## Pressure and stored energy in titanium at fixed volume

How hard must hexagonal close-packed titanium be pressed or pulled to hold it at a chosen volume, and how much energy does the metal store on the way? The question is put here to two cells, at 16.345 and 16.867 Å³ per atom. Their neighbours on both sides are known from density functional calculations. The obvious way to fill the gap is a straight line between those neighbours, and the physics of a strained metal tells whether that line can be trusted.

Hexagonal close-packed titanium at fixed volumes, with cell shape and atoms relaxed, computed with Ansatz 0.2.0 (DFT, PBE, scalar-relativistic PAW, no spin polarization). The plane-wave cutoff is 420 eV, the k mesh 18×18×10 and the Gaussian smearing 0.1 eV. Energies are taken at zero smearing, relative to titanium's standard crystal; positive pressure means compression.

```csv
volume (relaxed cell) (Å³/atom),c/a (relaxed cell),shortest distance (relaxed cell) (Å),energy over elements (eV/atom),pressure (GPa)
15.302,1.5875,2.761,0.106,17.960
15.824,1.5850,2.791,0.057,12.510
16.345,1.5850,2.821,?,?
16.867,1.5825,2.849,?,?
17.911,1.5825,2.907,0.005,-3.130
18.432,1.5800,2.933,0.020,-5.860
19.128,1.5799,2.970,0.052,-8.950
```

### What the known cells show

Each cell was held at its set volume while its shape was free to adjust. The pressure is therefore what the surroundings must supply to keep the metal at that volume. A positive value means that the metal is squeezed, and a negative one that it is pulled open. The energy over elements is counted from titanium's own standard crystal, so for these cells it is the work stored by the change of volume, not the heat of forming a compound.

The cells differ in size far more than in shape. The ratio c/a, the height of the hexagonal cell over its edge, falls by only about 0.5% from the smallest volume to the largest. Squeezing thus shortens all contacts between atoms by nearly the same fraction, and volume alone is a good measure of the strain. The single steps and plateaus in c/a have no physical meaning, because the shapes were left with small unrelaxed stresses.

Pressure changes sign between 15.824 and 17.911 Å³ per atom, so the natural volume lies in that gap. The slope of the pressure is not the same on its two sides. A useful measure is the bulk modulus, the pressure needed per fractional change of volume. It is about 162 GPa between the two most compressed cells and about 83 GPa between the two most expanded ones, so the squeezed metal is roughly twice as stiff as the stretched one.

### Why a squeezed metal stiffens

At its natural volume a metal is at rest because two tendencies cancel. In a transition metal such as titanium, the d electrons shared between neighbours fall in energy when the atoms approach, and this pulls the crystal together. The s and p electrons spread through the space between the atomic cores. Confining them to less room raises their kinetic energy, and this pushes the crystal apart. This is the standard picture of such metals; the calculation gives only the sum of push and pull.

When the volume shrinks, both tendencies grow, but the push grows faster. That is why the crystal resists at all. A short model shows why the resistance itself should also increase. Let push and pull follow two powers of the inverse volume and cancel at the natural volume $V_0$:

$$P = A\left[\left(\frac{V_0}{V}\right)^m-\left(\frac{V_0}{V}\right)^n\right],\qquad m>n .$$

Here $P$ is the pressure, $V$ the volume per atom and $A$ a strength. Differentiation gives a bulk modulus of $A(m-n)$ at the natural volume, and near that volume the modulus rises by $m+n$ for each unit of added pressure. The stiffness at rest thus depends on how much faster the push grows than the pull. The stiffening depends on how steeply the two grow together, so in this model it is present whenever both become stronger on compression.

The known cells give the size of this effect directly. From the expanded pair to the compressed pair the bulk modulus rises by about 79 GPa, while the mean pressure rises by about 23 GPa. Each added gigapascal of pressure therefore brings about 3.5 GPa of extra stiffness. The curve of pressure against volume is steep on the squeezed side and flattens towards the stretched side, so between any two of its points it hangs below the straight line that joins them.

### From pressure to energy

Pressure and energy are two views of one curve, since pressure is the downhill slope of the energy against volume. At the natural volume the slope is zero and the energy is lowest. A small step away from there produces a pressure in proportion to the step. The stored energy is the pressure summed over the path, and because the pressure starts from zero, the energy grows roughly as the square of the step.

The stored energy can be pictured as the area under the pressure curve. For a small compression this area is nearly a triangle, half the final pressure times the change of volume. The bend of the curve makes the true area slightly smaller than the triangle. Near the natural volume the energy hardly changes, so a single energy says little about where that volume lies. A single pressure says more, because its sign gives the side and its size the distance. Energies at several volumes can still locate the minimum when a curve is fitted through them.

### The forecast

The forecast uses the third-order Birch–Murnaghan equation, a common form for the energy of a compressed solid. It measures compression by a strain $s$ relative to a fixed volume $V_r$:

$$s=\tfrac12\left[\left(\frac{V_r}{V}\right)^{2/3}-1\right],\qquad P=\left(\frac{V_r}{V}\right)^{5/3}\left(a+bs+cs^2\right).$$

The smallest cell was made at 0.88 of $V_r$, which gives $V_r=15.302/0.88=17.389$ Å³ per atom. A least-squares fit to the five known pressures gives $a=0.016$, $b=335.3$ and $c=-206.6$ GPa. The fitted curve crosses zero pressure at 17.39 Å³ per atom, with a bulk modulus of about 112 GPa. Since $a$ is nearly zero, $b$ is three times this bulk modulus. The negative $c$ puts the stiffening slightly below the 4 GPa per gigapascal that the same form would give without it.

The cell at 16.867 Å³ per atom, which took no part in the fit, serves as the worked case. The ratio $V_r/V$ is 1.0309, and its two-thirds power is 1.02051, so $s=0.01026$. Then

$$P=1.0521\times\left(0.016+335.3\times0.01026-206.6\times0.01026^2\right)=3.61\ \text{GPa}.$$

Almost all of this comes from the term in $b$, the ordinary springiness of the metal.

Both cells should be under compression, with pressures below the straight line between their known neighbours. The forecast is 7.75 ± 0.1 GPa at 16.345 Å³ per atom and 3.61 ± 0.1 GPa at 16.867. The range is a judgement and is wider than the scatter of the fit. The gap between the known cells is wide, and a small irregularity in the electronic structure could hide in it.

The energies follow from summing the fitted pressure over volume. A scale factor and a constant were then fitted to the five known energies. The factor came out within 0.2% of one, as it must if pressures and energies belong to the same curve. The forecast is 0.0241 ± 0.001 eV per atom for the smaller cell and 0.0058 ± 0.001 eV per atom for the larger.

The two forecasts are tied together by distance. The smaller cell lies about twice as far below the natural volume as the larger one. It should therefore have about twice the pressure and about four times the stored energy.

### The computed values

The withheld rows as computed:

```csv
volume (relaxed cell) (Å³/atom),c/a (relaxed cell),shortest distance (relaxed cell) (Å),energy over elements (eV/atom),pressure (GPa)
16.345,1.5850,2.821,0.024,7.760
16.867,1.5825,2.849,0.005,3.620
```

Both pressures agree with the forecast to about 0.01 GPa, a tenth of the range allowed. The stiffening seen in the outer cells thus continues smoothly through the gap, and no electronic irregularity of a size that matters here shows up at these two volumes. The ratio of the two pressures is $7.76/3.62=2.14$, slightly more than two. That small excess is the stiffening again: the second half of the compression costs more pressure than the first.

The straight line fails as the bend demands. It is too high by 0.85 GPa for the smaller cell and by 1.07 GPa for the larger, which is 30% of the pressure computed there. The larger cell suffers more because it sits almost exactly in the middle of the gap, where a hanging curve is farthest from its chord. For a smooth curve this error shrinks with the square of the gap, so one extra calculation in the middle would cut it to about a quarter.

Bending the curve is not enough; the amount of bend matters too. A simpler Birch–Murnaghan form with two constants fixes the stiffening at 4 GPa for each gigapascal near zero pressure, a little more than the known cells show. Fitted to the same five pressures, it gives values about 0.2 GPa too low for both cells. A curve with too much bend, tied to points on either side, hangs too low between them.

The energies also fall within their ranges, but less evenly. The smaller cell agrees to the last printed digit. The larger has 0.005 eV per atom against a forecast of 0.0058, a miss that uses up most of the allowance. Rounding makes this miss look larger than it is: in the unrounded total energies the two cells differ by 0.0183 eV per atom, just as the two forecasts do.

This small miss weighs more in the ratio of the energies, which is $0.024/0.005=4.8$ instead of about four. Much of the excess comes from coarse digits. If both values were rounded in the most favourable way, the ratio would be $0.0235/0.0055=4.3$, still slightly above the forecast of 4.2. The square law gives the right size, but energies printed to 0.001 eV cannot test it sharply this close to the minimum.

The larger cell also shows what a single pressure tells that a single energy does not. Its energy of 0.005 eV per atom is the same, to the printed digits, as that of the cell at 17.911 Å³ per atom. One lies about 0.52 Å³ below the natural volume and the other about as far above it. Their energies cannot tell them apart, while their pressures of 3.62 and −3.13 GPa show at once which is squeezed and which is stretched.

For practical use, the numbers say that reducing the volume by 3% takes about 3.6 GPa, or 36,000 bar, and that doubling the reduction takes slightly more than double the pressure. They hold for a crystal without thermal motion that is kept in the hexagonal close-packed structure. Real titanium favours another structure, the omega phase, under pressure. The curve therefore describes how this one structure responds to squeezing, and not which structure a compressed piece of titanium will finally adopt.
